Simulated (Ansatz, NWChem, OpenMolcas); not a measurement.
# Computed against measured: dipole moment

6 molecules holding an element from Na to Cl; the dipole moment in D, computed less measured. Shapes, held fixed at every level: measured bond length; PF3, CH3Cl, SiH3Cl from PBE0-D4/def2-TZVP. No vibrational averaging. Dipoles are compared by magnitude; molecules under 1 D, whose direction can flip, are left out. Programs: Ansatz 0.2.0, NWChem 7.3.0, OpenMolcas 26.06. A level may come from different programs for different species; with the same settings they agree closely. Measured values: NIST CCCBDB.

Levels: A = HF/def2-SVP; B = M06-2X/STO-3G; C = PBE0/def2-SVP; D = B3LYP/6-31G* (Cartesian functions).

```csv
molecule,measured,A,B,C,D
CS (carbon monosulfide),1.98,-0.49,-0.61,-0.18,-0.41
PN (phosphorus nitride),2.75,+0.21,-0.79,-0.21,-0.29
SiS (SMILES [Si-]#[S+]),1.73,+0.36,-0.34,-0.21,+0.02
PF3 (phosphorus trifluoride),1.03,+0.52,-0.21,+0.07,-0.05
CH3Cl (chloromethane),1.87,+0.22,+0.24,+0.01,+0.14
SiH3Cl (chlorosilane),1.31,+0.26,+1.32,+0.06,+0.37
```

Sum up the errors.


```csv
level,kind,mean error,mean absolute error,worst case
HF/def2-SVP,Hartree–Fock,+0.180,0.343,PF3
M06-2X/STO-3G,global hybrid,-0.065,0.585,SiH3Cl
PBE0/def2-SVP,global hybrid,-0.077,0.123,PN
B3LYP/6-31G* (Cartesian functions),global hybrid,-0.037,0.213,CS
```

On this set PBE0/def2-SVP has the smallest mean absolute error and M06-2X/STO-3G the largest. HF/def2-SVP is too high in 5 of 6; M06-2X/STO-3G is too low in 4 of 6. The levels differ in basis as well as in method. The set is small.

Hartree–Fock and PBE0 share a basis here, so their contrast reflects the treatment of exchange and correlation. Hartree–Fock typically makes polar bonds too ionic, and PBE0 lowers the dipole in every molecule except CS, where it raises it. That exception fits the unusual polarity of CS, with carbon as the negative end: the carbon lone pair opposes the polarisation of the bonding electrons towards sulfur, so overstating the latter shrinks the net dipole.

The small mean error of M06-2X/STO-3G comes from cancellation, with an error of +1.32 D for SiH3Cl offsetting negative errors in CS, PN, SiS and PF3. A minimal basis has too little freedom to polarise the density or adapt it to charge transfer, which probably accounts for much of this scatter; the result is therefore no verdict on the functional itself. Nor does the good showing of PBE0 establish accuracy near the basis-set limit, since added diffuse functions could shift the dipoles and expose compensating errors.
